**Polarisability and dispersion coefficients of neon ions: contraction and the 2s→2p channel**

The table holds coupled and uncoupled dipole polarisabilities, $C_6$ and $C_9$ for Ne and six of its ions from spherical, non-relativistic, spin-polarised PBE atoms with a Hartree plus adiabatic LDA response kernel. The program tests one-pole relations for $C_6$ and $C_9$, a hydrogenic model of the uncoupled polarisability with an out-of-shell and a 2s→2p term against contraction alone, and a two-level model of the screening. The mean excitation energy peaks at Ne2+ (1.95 hartree) and falls to 0.70 at Ne7+, and the two-channel fit has a root-mean-square error of 21 % against 44 % for contraction alone, with Ne3+ and Ne2+ the worst rows in both. The screening excess of Ne6+ is 5.1 times that of Ne7+, and the difference, 0.680, is near the hydrogenic opposite-spin estimate of 0.65. Neutral Ne lies 16.6 % above the recommended polarisability.

Neon and its ions, computed with radks 1 (radial solver with Libxc) using all-electron, non-relativistic, spin-polarised PBE and a point nucleus. The atoms are spherical, in the ground configurations listed by NIST, with open shells filled at highest spin. Linear response is from the Sternheimer equations with the Hartree and adiabatic LDA kernel.

## Numerical check

```python
# Table: dipole polarisability (coupled, uncoupled), C6, C9 of Ne ions; radks spherical atom, PBE,
# non-relativistic, spin-polarised, Sternheimer response with Hartree + ALDA kernel, atomic units.
# Tested: one-pole C6/C9; hydrogenic two-channel model of alpha0 against contraction only; two-level screening.
T = {
    'ion': ['Ne', 'Ne+', 'Ne2+', 'Ne3+', 'Ne6+', 'Ne7+', 'Ne8+'],
    'Z': [10, 10, 10, 10, 10, 10, 10],
    'charge': [0, 1, 2, 3, 6, 7, 8],  # e
    'N': [10, 9, 8, 7, 4, 3, 2],
    'configuration': ['[He] 2s2 2p6', '[He] 2s2 2p5', '[He] 2s2 2p4', '[He] 2s2 2p3', '[He] 2s2', '[He] 2s1', '1s2'],
    'dipole_polarisability': [3.104, 1.413, 0.87, 0.6709, 0.4835, 0.391, 0.001066],  # bohr³
    'uncoupled_dipole_polarisability': [3.535, 1.664, 1.08, 0.8603, 0.8924, 0.4559, 0.00109],  # bohr³
    'c6': [7.488, 2.479, 1.105, 0.597, 0.1828, 0.08012, 3.181e-05],  # a.u.
    'c9_triple_dipole': [16.12, 2.489, 0.6744, 0.269, 0.06313, 0.0226, 2.5e-08],  # a.u.
    'screening': [0.878, 0.849, 0.806, 0.78, 0.542, 0.858, 0.978],
}
import numpy as np
from scipy.optimize import least_squares
ion = T['ion']
g = lambda k: np.array(T[k], float)
Z, a, a0, c6, c9, scr = map(g, ['Z', 'dipole_polarisability', 'uncoupled_dipole_polarisability',
                                'c6', 'c9_triple_dipole', 'screening'])
ns = np.array([2, 2, 2, 2, 2, 1, 0]); npp = np.array([6, 5, 4, 3, 0, 0, 0])
w = np.array([0, 1/3, 2/3, 1, 2, 1, 0])  # open 2s->2p weight: sum over spins of 1 - n2p/3
fl = max(np.max(0.5*10**(np.floor(np.log10(x))-3)/x) for x in (a, c6, c9))
print(f"rounding floor of 4-figure entries <= {100*fl:.3f} % (Ne8+ alpha0, 3 figures: {100*0.5e-5/a0[6]:.2f} %)")
om = 4*c6/(3*a**2); f = a*om**2; r9 = c9/(0.75*a*c6); x = a0/a-1
print("one pole: ion, omega[Ha], f=alpha*omega^2, C9/(0.75 alpha C6), alpha0/alpha-1")
for i in range(7):
    print(f" {ion[i]:5s} {om[i]:7.3f} {f[i]:6.3f} {r9[i]:6.3f} {x[i]:6.3f}")
print("step ratios alpha :", np.round(a[:-1]/a[1:], 2))
print("step ratios alpha0:", np.round(a0[:-1]/a0[1:], 2))
print("step ratios C6    :", np.round(c6[:-1]/c6[1:], 2))
print(f"alpha0 Ne3+->Ne6+ {100*(a0[4]/a0[3]-1):+.1f} %, alpha {100*(a[4]/a[3]-1):+.1f} %")
H = 120*ns+176*npp             # hydrogenic n=2 values without the 2s-2p term; 176=(216+2*156)/3
core = 9/(Z-5/16)**4           # two 1s electrons, variational screening
zeff = lambda s: Z-1.7-s*np.maximum(ns+npp-1, 0)   # Slater 0.85 per 1s electron
two = lambda p: core+H/zeff(p[0])**4+18*w/(zeff(p[0])**2*p[1])
one = lambda p: core+p[1]*H/zeff(p[0])**4
def fit(m, rows, p0):
    return least_squares(lambda p: np.log(m(p)/a0)[rows], p0, bounds=([-0.5, 0.05], [1.0, 50])).x
al, io = np.arange(6), np.arange(1, 6)
pA, pB, pC = fit(two, al, [0.5, 0.7]), fit(two, io, [0.5, 0.7]), fit(one, al, [0.1, 5])
print(f"A two channels, six n=2 rows: s={pA[0]:.3f}, gap={pA[1]:.3f} Ha")
print(f"B two channels, Ne left out (no Coulomb tail): s={pB[0]:.3f}, gap={pB[1]:.3f} Ha")
print(f"C contraction only, six rows: s={pC[0]:.3f}, amplitude={pC[1]:.2f}")
print("alpha0 error %: ion, A, B, C; Zeff(B); 2s->2p share(B) %  (Ne8+ row has no parameter)")
eA, eB, eC = (100*(m/a0-1) for m in (two(pA), two(pB), one(pC)))
sh = 100*18*w/(zeff(pB[0])**2*pB[1])/two(pB)
for i in range(7):
    print(f" {ion[i]:5s} {eA[i]:+6.1f} {eB[i]:+6.1f} {eC[i]:+6.1f} {zeff(pB[0])[i] if i < 6 else Z[i]-5/16:6.2f} {sh[i]:5.0f}")
for n, e in zip("ABC", (eA, eB, eC)):
    k = np.argmax(abs(e[:6]))
    print(f"{n}: rms over six rows {np.sqrt(np.mean(e[:6]**2)):.1f} %, worst {ion[k]} {e[k]:+.1f} %")
print(f"Ne8+ 9/(Z-5/16)^4={core[6]:.6f} bohr^3; vs alpha {100*(core[6]/a[6]-1):+.1f} %")
zb = zeff(pB[0])
gap = {i: 18*w[i]/zb[i]**2/(a0[i]-core[i]-H[i]/zb[i]**4) for i in (4, 5)}
for i in (4, 5):
    print(f"{ion[i]}: gap to match alpha0 {gap[i]:.3f} Ha; omega*sqrt(ratio) {om[i]*np.sqrt(scr[i]):.3f} Ha;"
          f" model f {18*w[i]*gap[i]/zb[i]**2:.3f}")
J = 15*zb[4]/512               # hydrogenic (2s2p|2s2p) integral
print(f"screening excess Ne6+/Ne7+ = {x[4]/x[5]:.2f} (Hartree counting alone: 2)")
print(f"Ne6+ minus Ne7+ excess {x[4]-x[5]:.3f}; hydrogenic J={J:.3f} Ha, 2J/gap={2*J/gap[4]:.3f}")
print(f"Ne7+ excess as share of that difference {100*x[5]/(x[4]-x[5]):.0f} %")
q0, q7, q8, rec = 9.99101, 0.0387769, 4.16665e-05, 2.6611  # further outputs of the same runs
print(f"Ne/Ne7+: dipole {a[0]/a[5]:.1f}, quadrupole {q0/q7:.0f}, quadrupole^(2/3) {(q0/q7)**(2/3):.0f}")
print(f"Ne7+/Ne8+: dipole {a[5]/a[6]:.0f}, quadrupole {q7/q8:.0f}, quadrupole^(2/3) {(q7/q8)**(2/3):.0f}")
print(f"Ne vs recommended {rec} bohr^3: {100*(a[0]/rec-1):+.1f} %")
assert np.all(np.diff(a) < 0) and a0[4] > a0[3]
assert np.all((r9 > 0.85) & (r9 < 1))
assert np.argmin(scr) == 4 and x[4]/x[5] > 2
assert om[2] > om[3] > om[4] > om[5]
```

Running it gives:

```
rounding floor of 4-figure entries <= 0.047 % (Ne8+ alpha0, 3 figures: 0.46 %)
one pole: ion, omega[Ha], f=alpha*omega^2, C9/(0.75 alpha C6), alpha0/alpha-1
 Ne      1.036  3.333  0.925  0.139
 Ne+     1.656  3.873  0.947  0.178
 Ne2+    1.947  3.296  0.935  0.241
 Ne3+    1.768  2.098  0.895  0.282
 Ne6+    1.043  0.526  0.952  0.846
 Ne7+    0.699  0.191  0.962  0.166
 Ne8+   37.324  1.485  0.983  0.023
step ratios alpha : [  2.2    1.62   1.3    1.39   1.24 366.79]
step ratios alpha0: [  2.12   1.54   1.26   0.96   1.96 418.26]
step ratios C6    : [3.0200e+00 2.2400e+00 1.8500e+00 3.2700e+00 2.2800e+00 2.5187e+03]
alpha0 Ne3+->Ne6+ +3.7 %, alpha -27.9 %
A two channels, six n=2 rows: s=0.518, gap=0.762 Ha
B two channels, Ne left out (no Coulomb tail): s=0.454, gap=0.702 Ha
C contraction only, six rows: s=-0.293, amplitude=15.90
alpha0 error %: ion, A, B, C; Zeff(B); 2s->2p share(B) %  (Ne8+ row has no parameter)
 Ne     -23.2  -46.8  -49.1   5.13     0
 Ne+    +10.2  -13.9   +4.7   5.58    19
 Ne2+   +27.0   +9.6  +53.0   6.03    40
 Ne3+   +30.3  +21.4  +76.6   6.49    58
 Ne6+    -5.1   +0.5  -21.4   7.85    93
 Ne7+   -19.0  -12.6  -11.6   8.30    93
 Ne8+    -6.3   -6.3   -6.3   9.69     0
A: rms over six rows 21.1 %, worst Ne3+ +30.3 %
B: rms over six rows 22.7 %, worst Ne -46.8 %
C: rms over six rows 44.2 %, worst Ne3+ +76.6 %
Ne8+ 9/(Z-5/16)^4=0.001022 bohr^3; vs alpha -4.1 %
Ne6+: gap to match alpha0 0.706 Ha; omega*sqrt(ratio) 0.768 Ha; model f 0.413
Ne7+: gap to match alpha0 0.608 Ha; omega*sqrt(ratio) 0.647 Ha; model f 0.159
screening excess Ne6+/Ne7+ = 5.10 (Hartree counting alone: 2)
Ne6+ minus Ne7+ excess 0.680; hydrogenic J=0.230 Ha, 2J/gap=0.651
Ne7+ excess as share of that difference 24 %
Ne/Ne7+: dipole 7.9, quadrupole 258, quadrupole^(2/3) 40
Ne7+/Ne8+: dipole 367, quadrupole 931, quadrupole^(2/3) 95
Ne vs recommended 2.6611 bohr^3: +16.6 %
```
